## Frontier levels and the range of exact exchange

Why do the highest occupied level (homo) and the lowest unoccupied level (lumo) of a molecule move apart when neither nuclei nor electrons are changed, and only the distance at which a functional switches to exact exchange is shortened? The five rows are one geometry treated with LC-wPBE. The range parameter ω is 0.10, 0.15, 0.20 and 0.30 bohr⁻¹ in rows 1 to 4, and row 5 is the default functional, taken here as the standard 0.40. The coordinates show an O–O bond of 1.47 Å and a hydride on titanium, so the species is HTi(OH)₂(OOH), not the more stable Ti(OH)₄. It was computed as a restricted singlet, stable but not proven to be the lowest state.

Orbital energies of the highest occupied (homo) and lowest unoccupied (lumo) levels of neutral singlet H4O4Ti, computed with Ansatz 0.2.0 at the restricted LC-wPBE/def2-TZVP level. All rows use the same PBE-D4/def2-SVP geometry; the range parameter ω changes from row to row.

| row | homo (eV) | lumo (eV) |
| --- | --- | --- |
| 1 | -7.938 | -1.226 |
| 2 | -8.614 | -0.650 |
| 3 | -9.217 | -0.192 |
| 4 | -10.200 | 0.429 |
| 5 | -10.921 | 0.792 |

From row 1 to row 5 the homo falls by 2.98 eV and the lumo rises by 2.02 eV. The large jump from row 3 to row 4 is only a doubled step in ω. Per unit of ω both slopes shrink at every step, and the lumo slope is the smaller throughout. The second empty level stays 0.14 to 0.16 eV above the lumo, which gives no sign of a level crossing.

### The physical picture

A small conducting sphere is a useful comparison. Removing an electron from it costs half a charging energy more than from the bulk metal, and adding one gains half a charging energy less. A semilocal functional gives all orbitals one common potential and largely leaves this splitting out of its levels. Exact exchange distinguishes the two cases: an electron in an occupied orbital stops repelling itself, while an empty orbital feels all electrons present. The analogy covers direction and origin of the shifts only, since a sphere has one radius and equal shifts, and the molecule's two shifts differ.

### The initial slope

The functional treats the part erf(ωr)/r of the repulsion between electrons at distance r by exact exchange. In atomic units the argument for small ω has three steps.

1. For ωr ≪ 1 the kernel is the constant 2ω/√π. Exact exchange with a constant kernel is minus that constant times the projector on the occupied orbitals, so occupied levels drop by 2ω/√π and empty ones stay.
2. The semilocal part gives up the same range. Its exchange hole holds one electron, so it loses an energy −ω/√π per electron, and every level rises by ω/√π.
3. In sum, occupied levels move by −ω/√π and empty ones by +ω/√π, a slope of 15.35 eV·bohr with no adjustable constant. In the total energy the two terms cancel.

The same calculations bear this out in two places. The compact oxygen 1s and 2s levels that were examined move with 0.96 to 1.02 of that slope up to ω = 0.20. The total energy changes by only −0.295 eV from row 1 to row 2, although by the small-ω estimate each of the two cancelling terms changes by 44.5 eV for the whole set of electrons.

### Why the shifts flatten

The kernel is constant only within a distance of about 1/ω; beyond it erf(ωr) is near one and a larger ω adds little. A level therefore responds less and less as 1/ω falls towards the electron separations that matter for it. If these separations are assumed to follow exp(−r²/L²), with L an effective length, the average kernel is (2ω/√π)/√(1 + ω²L²). Half of it, the net share found in the small-ω limit and assumed here for every ω, gives the level ε, with ε₀ its value at ω = 0:

ε = ε₀ ∓ (ω/√π)/√(1 + ω²L²), upper sign for the homo.

The constants ε₀ and L were fitted to all five rows, for each level separately; the printed output stands at the very end, after the remaining sections. For the homo they are −6.44 eV and 2.35 bohr. Row 3, which was part of the fit, works out as follows:

ωL = 0.20 × 2.35 = 0.47, √(1 + 0.47²) = 1.105, shift = 15.35 × 0.20 / 1.105 = 2.78 eV, ε = −6.44 − 2.78 = −9.22 eV (table: −9.217 eV).

The model misses the tabulated homo by up to 0.006 eV, clearly more than the rounding, and the lumo by up to 0.001 eV. A straight line in ω misses by up to 0.2 eV, and a single fixed separation also does worse than the Gaussian. When the initial slope is freed, it comes out within about 1 % of the theoretical value, and a fit to rows 1 to 4 alone predicts row 5 closely for both levels. These agreements support the mechanism, but the Gaussian shape is an assumption, and L trades against ε₀ and is no orbital radius.

The lumo saturates sooner than the homo, which the fit expresses as a longer length, 3.67 bohr, and so the centre of the gap sinks from −4.58 to −5.06 eV. One cause of the early saturation is expected from theory: once the kernel is no longer constant, an empty orbital also gains some exact exchange with the occupied orbitals it overlaps, and this lowers it. Two more may add to it. The orbital may sample thin density, where the exchange hole is wide and the short-range semilocal exchange is used up early. And if it sits mainly on titanium, the extra lowering that the titanium core levels show (next section) may hold back its rise. The shares of the three were not computed. As a working rule, the compact oxygen levels keep nearly the full slope up to ω = 0.20, while in the model a level of length L bends most strongly near ω = 1/(2L) and keeps only about a third of the initial slope at ω = 1/L. The titanium core levels are an exception.

### Where the picture fails

The titanium 1s, 2s and 3s levels move 15 to 28 % faster than the limiting slope, and faster in the second step than in the first. The derivation holds the density fixed and has no room for this. The three shells shift by nearly the same amount, which points to a changed electrostatic potential at titanium. Charge moving off the atom as ω grows would produce it, but no atomic charges were computed.

The change of sign of the lumo between rows 3 and 4 is no break in the trend, since the same curve passes through it. The positive values are unbound levels in a basis without diffuse functions, so they should not be read as electron affinities.

### What the levels of row 1 still lack

For the exact functional, −homo equals the vertical ionisation energy. At ω = 0.10 the energy difference to the doublet cation, which has little spin contamination, is 9.79 eV, so the homo is too shallow by 1.85 eV. The emptied level of the cation lies 1.68 eV too deep, and the mean of the two levels reproduces the ionisation energy to 0.09 eV. By Janak's theorem this is the mark of an energy that curves with electron number: at this ω part of the charging energy is still absent from the levels. The cation's doublet, like the neutral singlet, is not proven to be the lowest state of its spin; a lower one would reduce the ionisation energy and with it the homo's mismatch. The finding holds for row 1 alone and does not select a tuned ω.

Printed output of the fit:

```
small-w slope 1/sqrt(pi) hartree bohr = 15.35 eV bohr; table rounding 0.0005 eV
row  w(1/bohr)  homo  lumo  gap  midpoint (eV)
1  0.10  -7.938  -1.226  6.712  -4.582
2  0.15  -8.614  -0.650  7.964  -4.632
3  0.20  -9.217  -0.192  9.025  -4.705
4  0.30  -10.200  0.429  10.629  -4.885
5  0.40  -10.921  0.792  11.713  -5.064
row 1 to 5: homo -2.983, lumo +2.018, gap +5.001 eV
step: change homo, lumo (eV); slope homo, lumo (eV bohr); size of slopes / 15.35
1-2: -0.676 +0.576; -13.52 +11.52; 0.88 0.75
2-3: -0.603 +0.458; -12.06 +9.16; 0.79 0.60
3-4: -0.983 +0.621; -9.83 +6.21; 0.64 0.40
4-5: -0.721 +0.363; -7.21 +3.63; 0.47 0.24
homo Gaussian: eps0 -6.440 eV, L 2.35 bohr, residuals -0.003 -0.002 +0.003 +0.006 -0.004, worst row 4
homo free slope: factor 0.988, L 2.31 bohr, residuals +0.002 -0.002 -0.001 +0.003 -0.001, worst row 4
homo one distance: R 2.61 bohr, residuals -0.020 -0.007 +0.013 +0.032 -0.019, worst row 4
homo line: slope -9.88 eV bohr, residuals +0.156 -0.026 -0.135 -0.130 +0.136, worst row 1
homo row 5 from rows 1-4: -10.904 eV, error -0.017, implied w 0.403
lumo Gaussian: eps0 -2.668 eV, L 3.67 bohr, residuals +0.000 +0.000 -0.000 -0.001 +0.001, worst row 4
lumo free slope: factor 0.998, L 3.66 bohr, residuals -0.000 +0.000 +0.000 -0.001 +0.000, worst row 4
lumo one distance: R 3.78 bohr, residuals +0.040 +0.003 -0.035 -0.048 +0.040, worst row 4
lumo line: slope 6.58 eV bohr, residuals -0.201 +0.046 +0.175 +0.138 -0.158, worst row 1
lumo row 5 from rows 1-4: 0.790 eV, error +0.002, implied w 0.401
other occupied levels, slope for w 0.10-0.15 and 0.15-0.20 (eV bohr), ratio to -15.35:
  Ti 1s: -17.60 -18.95; 1.15 1.23
  Ti 2s: -18.05 -19.68; 1.18 1.28
  Ti 3s: -17.89 -19.31; 1.17 1.26
  O 1s deepest: -15.12 -14.81; 0.99 0.96
  O 1s highest: -15.06 -14.67; 0.98 0.96
  O 2s deepest: -15.61 -15.53; 1.02 1.01
  O 2s highest: -15.22 -14.81; 0.99 0.96
  homo-1: -13.39 -11.95; 0.87 0.78
lumo+1 minus lumo (eV): 0.138 0.142 0.148 0.156 0.160
total energy row 1-2 -0.295 eV, row 1-5 -1.662 eV; 58*dw/sqrt(pi) row 1-2 = 44.5 eV
w 0.10: ionisation 9.790 eV, mismatch homo+IE +1.852 eV, empty beta level+IE -1.678 eV
w 0.10: homo minus cation empty beta level 3.530 eV; minus their mean 9.703 eV, off IE by -0.087
only if IE kept its w 0.10 value would -homo equal it at w = 0.25 1/bohr
distances (A): O-O 1.47, Ti-H 1.72, Ti-O(OH) 1.76 1.81, Ti-O(OOH) 1.88 2.19
```
